**Identifying the 5s², 5s5p and 5p² levels of Xe⁶⁺ from measured energies and CASPT2 errors**

The table holds ten measured levels of Xe⁶⁺ (NIST) and the errors of MS- and SS-CASPT2 with spin-orbit state interaction (OpenMolcas, ANO-R2, X2C) in the active spaces (5s 5p) and (5s 5p 6s 6p). The program fits nothing: it forms the gaps and column differences that identify the rows, extracts the spin-orbit parameter and term errors of 5s5p, and evaluates a two-level $p^2$ estimate for the $J=2$ pair from term energies of the same calculations. The output shows that MS differs from SS by a nearly uniform shift that doubles for $5p^2\,{}^1S_0$, that the two $J=2$ levels are mixed about 57:43 to 60:40 within the calculation, and that the $5s5p$ fine structure is 10% too small relative to measurement in all columns. The estimate reproduces the calculation's own spin-orbit step and is no independent test of it. Adding 6s and 6p raises the mean absolute error from 1040 to 1317 cm⁻¹.

Levels of Xe6+ from OpenMolcas 26.06: CASPT2 on state-averaged CASSCF (active shells in brackets), with X2C, ANO-R2, a finite nucleus, 4d correlated, an IPEA shift of 0.25 Ha and an imaginary shift of 0.1 Ha. Spin-orbit coupling enters by state interaction with atomic mean-field integrals. Levels are paired with NIST's by configuration, term and J, and counted from the ground level.

## Analysis program

```python
# Table: Xe6+ levels (cm-1), measured (NIST) and errors of MS/SS-CASPT2 with spin-orbit state
# interaction (OpenMolcas, ANO-R2, X2C). Worked out: gaps and column differences that identify
# the rows, fine-structure and term errors, and one estimate (p2 two-level mixing for J=2).
T = {
    'level': ['5s2 1S 0', '5s1.5p1 3Po 0', '5s1.5p1 3Po 1', '5s1.5p1 3Po 2', '5s1.5p1 1Po 1', '5p2 3P 0', '5p2 3P 1', '5p2 1D 2', '5p2 3P 2', '5p2 1S 0'],
    'measured': [0, 96141, 100451, 113676, 143259, 223673, 234685, 236100, 251853, 273208],  # 1/cm
    'err_ms_caspt2_5s_5p': [0, 820, 480, -960, -2420, 740, -600, -50, -1240, 700],  # 1/cm
    'err_ss_caspt2_5s_5p_6s_6p': [0, -10, -360, -1790, -3400, 10, -1470, -1520, -2520, -770],  # 1/cm
    'err_ss_caspt2_5s_5p': [0, 200, -140, -1580, -3040, 130, -1210, -660, -1860, -540],  # 1/cm
}
import numpy as np
L = T['level']; M = np.array(T['measured'], float)
key = {'MS small': 'err_ms_caspt2_5s_5p', 'SS small': 'err_ss_caspt2_5s_5p', 'SS large': 'err_ss_caspt2_5s_5p_6s_6p'}
E = {c: np.array(T[k], float) for c, k in key.items()}
C = {c: M + E[c] for c in E}
G, a0, a1, a2, s1, p0, p1, d2, p2, S0 = range(10)
shown = [0, 1, 2, 4, 5, 7, 8, 9]
# Further outputs of the same runs: term energies 3Po,1Po,3P,1D,1S and ground spin-orbit lowering
term = {'MS small': np.array([107453.755, 139542.632, 239180.008, 242364.347, 269316.741]),
        'SS small': np.array([106825.35, 138914.227, 238551.603, 241735.943, 268059.935]),
        'SS large': np.array([106602.704, 138541.79, 238285.044, 240464.799, 267951.615])}
so = {'MS small': 10.86134, 'SS small': 22.55207, 'SS large': 31.03391}
w_ms, occ5p, S_a1, S_s1 = 0.99767, 0.049, 0.161, 5.094286  # same runs: 1S weight, ground 5p occupation, E1 strengths
dm = E['MS small'] - E['SS small']; ds = E['SS large'] - E['SS small']
print("Energies in cm-1; errors rounded to 10 (each +-5, differences +-10); * = row withheld at first")
print("level | measured | err MS small, SS small, SS large | MS-SS | large-small")
for i in range(10):
    print(f"{L[i]:14s}{' ' if i in shown else '*'} {M[i]:7.0f} | " + " ".join(f"{E[c][i]:6.0f}" for c in E) + f" | {dm[i]:5.0f} | {ds[i]:5.0f}")
g = np.diff(M[shown])
print("gaps between successive shown rows:", " ".join(f"{x:.0f}" for x in g))
print(f"ratio lowest 5p2 / lowest 5s5p {M[p0]/M[a0]:.2f}; 1Po1 - 3Po1 {M[s1]-M[a1]:.0f}; 3Po1 - 3Po0 {M[a1]-M[a0]:.0f}")
oth = dm[1:S0]
print(f"MS-SS: other excited rows {oth.min():.0f} to {oth.max():.0f}, top row {dm[S0]:.0f}, ratio {dm[S0]/oth.mean():.2f}")
print("term shifts MS-SS (3Po 1Po 3P 1D 1S):", " ".join(f"{x:.0f}" for x in term['MS small'] - term['SS small']))
print(f"1S-1S mixing weight {1-w_ms:.5f} x 1S gap = {(1-w_ms)*term['MS small'][4]:.0f} shift of each 1S")
amp, rot = np.sqrt(occ5p/2), np.sqrt(1-w_ms)
print(f"ground 5p2 weight SS {amp**2:.3f}, after MS rotation {(amp-rot)**2:.3f}, ratio {(1-rot/amp)**2:.2f}; spin-orbit lowering ratio {so['MS small']/so['SS small']:.2f}")
print("term shifts large-small (3Po 1Po 3P 1D 1S):", " ".join(f"{x:.0f}" for x in term['SS large'] - term['SS small']))
dD = ds[d2] + ds[p2] - ds[p1]
print(f"J=2 shifts sum {ds[d2]+ds[p2]:.0f}, implied 1D shift {dD:.0f}, 1D share of lower J=2 to first order {(ds[d2]-ds[p1])/(dD-ds[p1]):.2f}")
def sp(x):
    z = (x[a2]-x[a0])/1.5; t = x[a0] + z
    return z, t, x[a1] + x[s1] - (t - z/2)
zm, tm, sm = sp(M)
print("5s5p: zeta = 2/3 of J0-J2 splitting, 1Po term from the J=1 trace")
for c, x in [('measured', M)] + list(C.items()):
    z, t, s = sp(x)
    print(f" {c}: J0-J2 {1.5*z:.0f} ({100*(z/zm-1):+.1f}%), zeta {z:.0f}, interval ratio {(x[a2]-x[a1])/(x[a1]-x[a0]):.2f} (Lande 2), singlet-triplet {s-t:.0f}")
    print(f"   term error 3Po {t-tm:+.0f}, 1Po {s-sm:+.0f}, gap {s-t-sm+tm:+.0f}; mixing raises 1Po1 by {x[s1]-s:.0f}, singlet weight in 3Po1 {(x[s1]-s)/(x[s1]-x[a1]):.3f}")
print(f"E1 strength share of 3Po1 -> ground (MS) {S_a1/(S_a1+S_s1):.3f}")
print("5p2: zeta from 3P1; J=2 estimate with coupling zeta/sqrt2; J=0 coupling inferred from splitting")
W = []
for c, x in C.items():
    t = term[c] + so[c]; z = 2*(t[2] - x[p1])
    ev, U = np.linalg.eigh([[t[2]+z/2, z/2**0.5], [z/2**0.5, t[3]]])
    W.append(U[1, 0]**2)
    print(f" {c}: zeta {z:.0f} ({z/sp(x)[0]:.3f} of 5s5p); J=2 {ev[0]:.0f}, {ev[1]:.0f} (misfit {ev[0]-x[d2]:+.0f}, {ev[1]-x[p2]:+.0f}); 1D weight lower {W[-1]:.2f}; splitting error {E[c][p2]-E[c][d2]:+.0f}")
    d, S = t[4] - (t[2]-z), x[S0] - x[p0]; V = np.sqrt(S*S - d*d)/2
    print(f"   J=0: unmixed gap {d:.0f}, splitting {S:.0f}, coupling {V:.0f} = {V/(2**0.5*z):.3f} of sqrt2 zeta, 1S weight in 3P0 {(1-d/S)/2:.3f}")
x = C['SS small']; r = 2*(term['SS small'][2] + so['SS small'] - x[p1])/sp(x)[0]
print(f"measured J=2 splitting {M[p2]-M[d2]:.0f}; pure p2 minimum sqrt2 zeta {2**0.5*r*zm:.0f} if 5p2 zeta = {r:.3f} x measured 5s5p zeta")
for c in E:
    e = E[c][1:]; i = 1 + int(np.argmax(abs(e)))
    print(f"{c}: nine excited levels mean error {e.mean():.0f}, mean absolute {abs(e).mean():.0f}, range {np.ptp(e):.0f}, worst {L[i]} {E[c][i]:.0f} ({100*E[c][i]/M[i]:.1f}%)")
assert sorted(np.argsort(g)[-2:]) == [0, 3]          # groups of 1, 3 and 4 rows
assert 1.9 < dm[S0]/oth.mean() < 2.1 and np.ptp(oth) <= 20
assert all(0.5 < w < 0.65 for w in W)                # J=2 pair nearly half and half
assert all(np.argmax(abs(E[c])) == s1 and sp(C[c])[0] < zm for c in E)
```

Output:

```
Energies in cm-1; errors rounded to 10 (each +-5, differences +-10); * = row withheld at first
level | measured | err MS small, SS small, SS large | MS-SS | large-small
5s2 1S 0              0 |      0      0      0 |     0 |     0
5s1.5p1 3Po 0     96141 |    820    200    -10 |   620 |  -210
5s1.5p1 3Po 1    100451 |    480   -140   -360 |   620 |  -220
5s1.5p1 3Po 2 *  113676 |   -960  -1580  -1790 |   620 |  -210
5s1.5p1 1Po 1    143259 |  -2420  -3040  -3400 |   620 |  -360
5p2 3P 0         223673 |    740    130     10 |   610 |  -120
5p2 3P 1      *  234685 |   -600  -1210  -1470 |   610 |  -260
5p2 1D 2         236100 |    -50   -660  -1520 |   610 |  -860
5p2 3P 2         251853 |  -1240  -1860  -2520 |   620 |  -660
5p2 1S 0         273208 |    700   -540   -770 |  1240 |  -230
gaps between successive shown rows: 96141 4310 42808 80414 12427 15753 21355
ratio lowest 5p2 / lowest 5s5p 2.33; 1Po1 - 3Po1 42808; 3Po1 - 3Po0 4310
MS-SS: other excited rows 610 to 620, top row 1240, ratio 2.01
term shifts MS-SS (3Po 1Po 3P 1D 1S): 628 628 628 628 1257
1S-1S mixing weight 0.00233 x 1S gap = 628 shift of each 1S
ground 5p2 weight SS 0.025, after MS rotation 0.012, ratio 0.48; spin-orbit lowering ratio 0.48
term shifts large-small (3Po 1Po 3P 1D 1S): -223 -372 -267 -1271 -108
J=2 shifts sum -1520, implied 1D shift -1260, 1D share of lower J=2 to first order 0.60
5s5p: zeta = 2/3 of J0-J2 splitting, 1Po term from the J=1 trace
 measured: J0-J2 17535 (+0.0%), zeta 11690, interval ratio 3.07 (Lande 2), singlet-triplet 33893
   term error 3Po +0, 1Po +0, gap +0; mixing raises 1Po1 by 1535, singlet weight in 3Po1 0.036
 MS small: J0-J2 15755 (-10.2%), zeta 10503, interval ratio 2.97 (Lande 2), singlet-triplet 32093
   term error 3Po -367, 1Po -2167, gap -1800; mixing raises 1Po1 by 1282, singlet weight in 3Po1 0.032
 SS small: J0-J2 15755 (-10.2%), zeta 10503, interval ratio 2.97 (Lande 2), singlet-triplet 32093
   term error 3Po -987, 1Po -2787, gap -1800; mixing raises 1Po1 by 1282, singlet weight in 3Po1 0.032
 SS large: J0-J2 15755 (-10.2%), zeta 10503, interval ratio 2.98 (Lande 2), singlet-triplet 31933
   term error 3Po -1197, 1Po -3157, gap -1960; mixing raises 1Po1 by 1292, singlet weight in 3Po1 0.032
E1 strength share of 3Po1 -> ground (MS) 0.031
5p2: zeta from 3P1; J=2 estimate with coupling zeta/sqrt2; J=0 coupling inferred from splitting
 MS small: zeta 10212 (0.972 of 5s5p); J=2 236052, 250620 (misfit +2, +7); 1D weight lower 0.57; splitting error -1190
   J=0: unmixed gap 40348, splitting 49495, coupling 14333 = 0.992 of sqrt2 zeta, 1S weight in 3P0 0.092
 SS small: zeta 10198 (0.971 of 5s5p); J=2 235441, 249990 (misfit +1, -3); 1D weight lower 0.57; splitting error -1200
   J=0: unmixed gap 39707, splitting 48865, coupling 14241 = 0.987 of sqrt2 zeta, 1S weight in 3P0 0.094
 SS large: zeta 10202 (0.971 of 5s5p); J=2 234596, 249317 (misfit +16, -16); 1D weight lower 0.60; splitting error -1000
   J=0: unmixed gap 39869, splitting 48755, coupling 14032 = 0.973 of sqrt2 zeta, 1S weight in 3P0 0.091
measured J=2 splitting 15753; pure p2 minimum sqrt2 zeta 16052 if 5p2 zeta = 0.971 x measured 5s5p zeta
MS small: nine excited levels mean error -281, mean absolute 890, range 3240, worst 5s1.5p1 1Po 1 -2420 (-1.7%)
SS small: nine excited levels mean error -967, mean absolute 1040, range 3240, worst 5s1.5p1 1Po 1 -3040 (-2.1%)
SS large: nine excited levels mean error -1314, mean absolute 1317, range 3410, worst 5s1.5p1 1Po 1 -3400 (-2.4%)
```
